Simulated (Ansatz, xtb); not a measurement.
# Two structures of AlClH2InN

Structure a is a singlet given by its coordinates and structure b is `[Cl][AlH][NH][In]`, a singlet. Both are isolated molecules in the gas phase, relaxed with PBE0-D3(BJ)/def2-SVP; the shapes shown needn't be the lowest conformers.

a (Å):

```xyz
6

Al    2.0405   -1.4854   -0.9178
Cl    2.4631    0.3978   -2.3940
In   -0.1013    1.1131   -1.8877
N     0.1593   -1.2264   -1.5046
H    -0.5396   -1.7174   -0.9406
H     0.0429   -1.5960   -2.4560
```

Close contacts (Å): Al1–Cl2 2.43, Al1–N4 1.99, Cl2–In3 2.71, In3–N4 2.38, N4–H5 1.02, N4–H6 1.03.

b (Å):

```xyz
6

Al   -0.5053   -0.9118   -0.4226
Cl   -1.7942   -1.8771    0.9509
In    0.6724    2.0508   -1.9260
N    -0.5075    0.8428   -0.6277
H    -1.1634    1.3724   -0.0484
H     0.4783   -1.8073   -1.2778
```

Energies in hartree; the thermal terms are from PBE0-D3(BJ)/def2-SVP harmonic frequencies (ideal gas, rigid rotor, one conformer each, 298.15 K, 1 atm) and include the zero-point energy:

```
                              a           b
E, CCSD(T)/def2-SVP  −946.576566  −946.589586
    E, MP2/def2-SVP  −946.520096  −946.539821
  E, MP2/def2-TZVPP  −947.149752  −947.172707
  zero-point energy     0.027341     0.023185
       H(298 K) − E     0.034627     0.030412
       G(298 K) − E    −0.005067    −0.009917
```

Correct the CCSD(T) difference for the basis set by the MP2 change, then work out ΔE, ΔE₀, ΔH and ΔG for a → b in kcal/mol (1 Eh = 627.51 kcal/mol) and the equilibrium ratio [b]/[a].

1. Differences b − a: CCSD(T) −0.013020, MP2 in the small set −0.019725, MP2 in the large set −0.022955 Eh.
2. ΔE = −0.013020 + (−0.022955 − (−0.019725)) = −0.016250 Eh = −10.20 kcal/mol.
3. ΔE₀ = ΔE + ΔZPE = −0.016250 + (−0.004156) Eh = −12.80 kcal/mol.
4. ΔH = ΔE + (−0.004215) Eh = −12.84 kcal/mol.
5. ΔG = ΔE + (−0.004850) Eh = −13.24 kcal/mol, so ΔS = (ΔH − ΔG)/T = +5.6 J/(mol K).
6. kT = 0.9442 mEh, so K = [b]/[a] = exp(−ΔG/kT) = exp(+22.35) ≈ 5.1 × 10^9.

Structure b is favoured at this temperature. An error of 1 kcal/mol in ΔG would change K by a factor of 5.4. Mirror images and further conformers aren't counted.

Other levels gave ΔE = −4.8 (PBE0-D3(BJ)/def2-SVP); −12.1 (HF/def2-SVP); −12.4 (MP2/def2-SVP); −8.2 (CCSD(T)/def2-SVP) kcal/mol. The correlated steps freeze 15 core orbitals; the filled d shell of In is correlated, in a basis made for valence electrons. Atoms past krypton carry core potentials in the def2 sets, without spin–orbit terms. Programs: Ansatz 0.2.0.

Every level listed favours b, though the size of the preference varies considerably, so the direction is better supported than the exact equilibrium ratio. The isomerisation is formally an oxidative addition of an N–H bond to aluminium. In a, amide and chloride bridge two monovalent metals, with long Al–Cl and In–Cl contacts; in b, aluminium is trivalent, bound to hydride, chloride and nitrogen, while indium remains monovalent.

This division follows the group trend: aluminium readily gives up its 3s pair for strong polar covalent bonds, whereas indium holds its 5s pair more tightly and gains less from further bonding. The new Al–H bond and stronger terminal Al–Cl and Al–N bonds probably outweigh the loss of an N–H bond and the bridging interactions. Replacing a stiff N–H stretch with a softer Al–H stretch also lowers the zero-point energy, adding to the preference, while entropy contributes little. The large equilibrium constant doesn't show that a converts readily, since the barrier to N–H cleavage and hydrogen transfer is unknown.
